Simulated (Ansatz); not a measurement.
## A series in volume scale on LaSb

Periodic Kohn-Sham DFT of a crystal at fixed atoms, scaled to volume_scale times the given cell; pressure positive in compression, energy less spherical unpolarised free atoms, largest_vzz the field gradient of largest size among the nuclei. The results are calculated, by Ansatz 0.2.0.

The cell before it is scaled or strained (space group Fm-3m, No. 225):
```
CELL_PARAMETERS angstrom
0.00000 3.24500 3.24500
3.24500 0.00000 3.24500
3.24500 3.24500 0.00000
ATOMIC_POSITIONS crystal
La 0.00000 0.00000 0.00000
Sb 0.50000 0.50000 0.50000
```

Settings of every row: method all-electron PAW; functional PBEsol; relativity scalar; k mesh 10x10x10; filling fermi-dirac; smearing width 0.05 eV; nucleus gaussian.

Atom start moment: 0 on all atoms.

Limits: no spin-orbit coupling on heavy atoms.

| row | volume scale | V (Å³/atom) | pressure (GPa) |
| --- | --- | --- | --- |
| 1 | 0.94 | 32.12 | 2.818 |
| 2 | 0.96 | 32.803 | 1.438 |
| 3 | 0.98 | 33.487 | 0.192 |
| 4 | 0.99 | 33.828 | ? |
| 5 | 1 | 34.17 | -0.932 |
| 6 | 1.01 | 34.512 | -1.452 |
| 7 | 1.02 | 34.853 | -1.947 |
| 8 | 1.04 | 35.537 | -2.86 |
| 9 | 1.06 | 36.22 | -3.683 |

Question: what pressure should row 4 give?

Worked fit of pressure. Take u = (V_r/V)^(2/3) − 1 with V_r = 34.341 Å³ an atom, which is twice the finite (Eulerian) strain; such expansions in the strain, on which the Birch-Murnaghan equation of state is built, carry the rest volume and the bulk modulus. The shown rows have u = 0.04558, 0.03102, 0.01693, 0.00333, -0.00331, -0.00982, -0.02256, -0.03489. Least squares give pressure = −1.196 + 78.52 × u + 208.59 × u² GPa; a straight line predicts inner rows, each left out in turn, worse (root mean square 0.11 against 0.0019 GPa). The rows lie off it by 0.002, -0.002, -0.001, 0.000, 0.002, 0.000, 0.001, -0.001. The pressure vanishes at u = 0.0147, or V = 33.6 Å³ an atom, and there the bulk modulus at fixed shape and fractions is B = −V dP/dV = (2/3)(1 + u) dP/du = 57.3 GPa. The withheld row has u = 0.01008, so the fit gives −1.196 + 78.52 × (0.01008) + 208.59 × (0.01008)² = -0.383 GPa.

The calculation gave -0.384 GPa. The fit lies 0.001 GPa (0.015 % of the column's range) above it, one unit of the last digit.
